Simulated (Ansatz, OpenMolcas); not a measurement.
**A small benchmark: atomisation enthalpy at 298 K**

6 molecules without hydrogen; the atomisation enthalpy at 298 K in kJ/mol, computed less measured. Shapes, held fixed at every level: PBE0-D4/def2-TZVP; CS at the measured bond length. Thermal terms are harmonic and unscaled (PBE0-D4/def2-TZVP, PBE0/aug-cc-pVTZ, wB97M-V/def2-TZVPD); the spin-orbit lowering of the free atoms is taken from their spectra. Programs: Ansatz 0.2.0, OpenMolcas 26.06. Measured values: Active Thermochemical Tables, NIST-JANAF tables.

Levels: A = M06-2X/cc-pVTZ; B = wB97M-V/cc-pVTZ; C = CCSD(T)/cc-pVTZ.

```json
{"molecule": "CS (carbon monosulfide)", "from tabulated heats": "714", "A": "-20", "B": "-9", "C": "-41"}
{"molecule": "F2 (fluorine)", "from tabulated heats": "159", "A": "-22", "B": "-1", "C": "-21"}
{"molecule": "BOF (fluoro(oxo)borane)", "from tabulated heats": "1501", "A": "-9", "B": "-15", "C": "-72"}
{"molecule": "CS2 (carbon disulfide)", "from tabulated heats": "1154", "A": "-9", "B": "-6", "C": "-67"}
{"molecule": "N2O (nitrous oxide)", "from tabulated heats": "1112", "A": "-14", "B": "+6", "C": "-75"}
{"molecule": "NF3 (nitrogen trifluoride)", "from tabulated heats": "843", "A": "-4", "B": "+30", "C": "-63"}
```

Problem. Which level does best on this set, which worst, and which err to one side?

Solution. 
```json
{"level": "M06-2X/cc-pVTZ", "kind": "global hybrid", "mean error": "-13.0", "mean absolute error": "13.0", "worst case": "F2"}
{"level": "wB97M-V/cc-pVTZ", "kind": "range-separated hybrid", "mean error": "+0.8", "mean absolute error": "11.2", "worst case": "NF3"}
{"level": "CCSD(T)/cc-pVTZ", "kind": "coupled cluster or CI", "mean error": "-56.5", "mean absolute error": "56.5", "worst case": "N2O"}
```

On this set wB97M-V/cc-pVTZ has the smallest mean absolute error and CCSD(T)/cc-pVTZ the largest. M06-2X/cc-pVTZ is too low in 6 of 6; wB97M-V/cc-pVTZ is too low in 4 of 6; CCSD(T)/cc-pVTZ is too low in 6 of 6. Heats of the atoms come from ATcT where it has them, that of boron, 570 kJ/mol, from recent work. The tabulated value of BOF is in doubt (older tables, estimates, or at odds with other calculations) and kept here. Over the 5 molecules whose values aren't doubted the mean absolute errors are A 13.8; B 10.4; C 53.4. The smallest two are near a tie. For CCSD(T)/cc-pVTZ the error tends to grow with the atomisation enthalpy. Correlated wave functions converge slowly with the basis. T1 is large for CS (0.024), so single-reference values are less sure there. The set is small.

The coupled-cluster deficit reverses the order expected near the basis-set limit, and reflects the triple-zeta basis rather than a failure of the CCSD(T) treatment itself. Forming bonds creates new close electron pairs, whose correlation cusp a small basis describes poorly; the separated atoms have fewer such pairs, so the molecule loses more correlation energy and comes out underbound. The density functionals model short-range correlation through the density and so depend less on high angular momentum functions.

The deficit doesn't strictly follow bond strength: N2O has the largest, although CS2 is bound more strongly. F2 has the smallest CCSD(T) error in absolute terms but the largest relative to its binding, as befits a bond that owes its existence to correlation. The near-zero mean error of wB97M-V is largely cancellation, with the overbinding of NF3 at +30 offsetting negative errors elsewhere, and is no sign of uniform accuracy. The ranking therefore supports a choice among these method and basis pairs, not a preference for density functionals over converged coupled cluster.
